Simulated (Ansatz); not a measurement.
C: pressure against volume per atom

Periodic Kohn-Sham DFT of a crystal at fixed atoms; pressure and stress are positive in compression; the energy is the free energy less that of spherical unpolarised free atoms; site moments are those in the method's own spheres, positive along +z. The results are calculated, by Ansatz 0.2.0.

Cell of the first row (space group Fmmm, No. 69):
```
CELL_PARAMETERS angstrom
0.00000 2.08360 3.27970
1.20290 0.00000 3.27970
1.20290 2.08360 0.00000
ATOMIC_POSITIONS crystal
C 0.16667 0.83333 0.16667
C 0.83333 0.16667 0.83333
```

Settings of every row: method all-electron PAW; functional PBEsol; relativity scalar; k mesh 18x18x18; filling fermi-dirac; smearing width 0.05 eV; nucleus gaussian.

Atom start moment: 0 on all atoms.

Limits: a layered crystal: even scaling strains the bonds within the layers, so this curve is stiffer than the crystal under pressure.

Limits of some rows: small gap, it may come from the mesh (row 1, 2, 3, 4, 5, 7, 8, 9, 10).

| row | volume per atom (Å³) | pressure (GPa) |
| --- | --- | --- |
| 1 | 8.22 | 21.164 |
| 2 | 8.225 | 20.976 |
| 3 | 8.395 | 13.963 |
| 4 | 8.57 | 7.392 |
| 5 | 8.657 | 4.324 |
| 6 | 8.745 | 1.392 |
| 7 | 8.832 | -1.409 |
| 8 | 8.92 | -4.087 |
| 9 | 9.095 | ? |
| 10 | 9.27 | -13.662 |

Question: what pressure should row 9 give?

Worked fit of pressure. Take u = (V_r/V)^(2/3) − 1 with V_r = 8.657 Å³ an atom, which is twice the finite (Eulerian) strain; such expansions in the strain, on which the Birch-Murnaghan equation of state is built, carry the rest volume and the bulk modulus. The shown rows have u = 0.03514, 0.03472, 0.0207, 0.00676, 0, -0.00672, -0.01325, -0.01975, -0.04459. Least squares give pressure = 4.3356 + 445.838 × u + 948.99 × u² GPa; a straight line predicts inner rows, each left out in turn, worse (root mean square 0.6 against 0.015 GPa). The rows lie off it by -0.010, 0.017, -0.008, -0.001, -0.012, 0.010, -0.004, 0.013, -0.005 (root mean square 0.01 GPa). The pressure vanishes at u = -0.0099, or V = 8.788 Å³ an atom, and there the bulk modulus at fixed shape and fractions is B = −V dP/dV = (2/3)(1 + u) dP/du = 282 GPa. Letting shape and atoms relax would as a rule lower it, by much in layered, chain or molecular crystals. The withheld row has u = -0.03237, so the fit gives 4.3356 + 445.838 × (-0.03237) + 948.99 × (-0.03237)² = -9.102 GPa.

The calculation gave -9.091 GPa. The fit lies 0.011 GPa (0.032 % of the column's range) below it; its largest miss of a shown row is 0.017 GPa.
